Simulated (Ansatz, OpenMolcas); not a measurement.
# How methods differ on C3H9BO3 (trimethyl borate)

C3H9BO3: 16 atoms, total charge 0, spin state singlet. SMILES: `COB(OC)OC`. Geometry: relaxed at PBE0-D4/def2-TZVP.

```xyz
16

C     0.4957   -0.6467   -2.2626
O    -0.1758    0.1829   -1.3387
B     0.0001    0.0001    0.0000
O     0.8258   -0.9858    0.4503
C     1.0110   -1.1785    1.8364
O    -0.6501    0.8028    0.8884
C    -1.5067    1.8253    0.4262
H     1.5804   -0.5650   -2.1535
H     0.2149   -1.6951   -2.1313
H     0.2111   -0.3226   -3.2640
H     1.4326   -0.2869    2.3079
H     0.0667   -1.4164    2.3334
H     1.7024   -2.0119    1.9638
H    -0.9659    2.5462   -0.1926
H    -2.3307    1.4156   -0.1639
H    -1.9116    2.3361    1.3002
```

Quantity: the energy change with the C1–H10 bond stretched from 1.090 to 2.399 Å, in eV. The values are calculated.

```csv
level,kind,program,value (eV),CPU time (all runs)
HF/6-31G* (spherical functions) (restricted),Hartree–Fock,OpenMolcas,5.76,43 s
BLYP/6-31G* (spherical functions) (restricted),GGA,OpenMolcas,4.27,3.3 min
M06-L/6-31G* (spherical functions) (restricted),meta-GGA,OpenMolcas,4.68,5 min
M06-2X/6-31G* (spherical functions) (restricted),hybrid meta-GGA,OpenMolcas,5.11,4.2 min
CAM-B3LYP/6-31G* (spherical functions) (restricted),range-separated hybrid,Ansatz,5.04,34 s
wB97M-V/6-31G* (spherical functions) (restricted),range-separated hybrid,Ansatz,5.06,5.2 min
B2PLYP/6-31G* (spherical functions) (restricted),double hybrid,Ansatz,4.79,44 s
MP2/6-31G* (spherical functions) (restricted),perturbation theory,OpenMolcas,4.95,38 s
CCSD/6-31G* (spherical functions) (restricted),coupled cluster or CI,Ansatz,4.31,2.4 min
```

The first shape isn't each level's own minimum. The values span 4.27 to 5.76 eV. CPU times are rough (shared hosts, several kinds of processor): they show what a rung costs within a factor of a few.

Restricted Hartree–Fock gives the largest stretching energy, 5.76 eV, and every correlated wavefunction method lowers it: MP2 to 4.95 eV and CCSD to 4.31 eV. At 2.399 Å the C–H σ and σ* orbitals approach each other in energy, and the singlet takes on diradical character. A single closed-shell determinant keeps too much ionic weight, with both electrons on the same fragment, so the stretched structure lies too high. CCSD repairs much of this through its iterated double excitations, whereas second-order perturbation theory becomes unreliable as the orbital gap closes.

Among the density functionals, the hybrids without perturbative correlation lie above both semilocal functionals, probably because exact exchange brings back part of the Hartree–Fock error. It can't be the only factor, since BLYP and M06-L both lack it yet differ clearly. BLYP's closeness to CCSD is therefore no proof of general accuracy, as CCSD itself is not a secure reference for a bond this far stretched. Nor are these values bond dissociation energies, which would require separated, relaxed radicals.
